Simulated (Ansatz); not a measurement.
MnSb: energy above lowest point against volume scale

All results are calculated (Ansatz 0.2.0). Free energy against uniform scaling of the volume at fixed shape and fractions; periodic cell, basis, potentials, k mesh and filling as listed.

The cell before it is scaled or strained (space group Fm-3m, No. 225):
```
cell vectors (Å)
   0.0000     2.8043     2.8043
   2.8043     0.0000     2.8043
   2.8043     2.8043     0.0000
atoms (fractions of the cell vectors)
Mn  0.00000  0.00000  0.00000
Sb  0.50000  0.50000  0.50000
```

Settings of every row: functional LDA; dispersion none; potentials PAW; wave cutoff 500 eV; density cutoff 2000 eV; k mesh 9x9x9; k shift 0x0x0; occupations fermi dirac; smearing width 0.1 eV; spin collinear.

Limits: coarse k mesh, up to 40 meV an atom off; minimum outside the range; state may not be the lowest; the cell comes from a prototype or a list of computed structures and needn't be the stable phase; with one magnetic atom in the cell only parallel moments are possible.

```
row  volume scale  V (Å³/atom)  energy above lowest point (meV/atom)
  1        0.9406       20.743                                     0
  2        0.9703       21.398                                     ?
  3             1       22.053                                    54
  4        1.0297       22.708                                  89.2
  5        1.0594       23.363                                 128.5
```

Question: what energy above lowest point should row 2 give?

Worked fit of energy above lowest point. Take u = (V_r/V)^(2/3) − 1 with V_r = 22.38 Å³ an atom, which is twice the finite (Eulerian) strain; such expansions in the strain, on which the Birch-Murnaghan equation of state is built, carry the rest volume and the bulk modulus. The shown rows have u = 0.05194, 0.00986, -0.00965, -0.02825. Least squares give energy above lowest point = 70.99 − 1800.7 × u + 8354 × u² meV/atom; a straight line predicts inner rows, each left out in turn, worse (root mean square 8.2 against 0.12 meV/atom). The rows lie off it by 0.0, 0.0, 0.1, 0.0. The withheld row has u = 0.03037, so the fit gives 70.99 − 1800.7 × (0.03037) + 8354 × (0.03037)² = 24.0 meV/atom.

The calculation gave 24 meV/atom. The fit meets it to the printed digit.
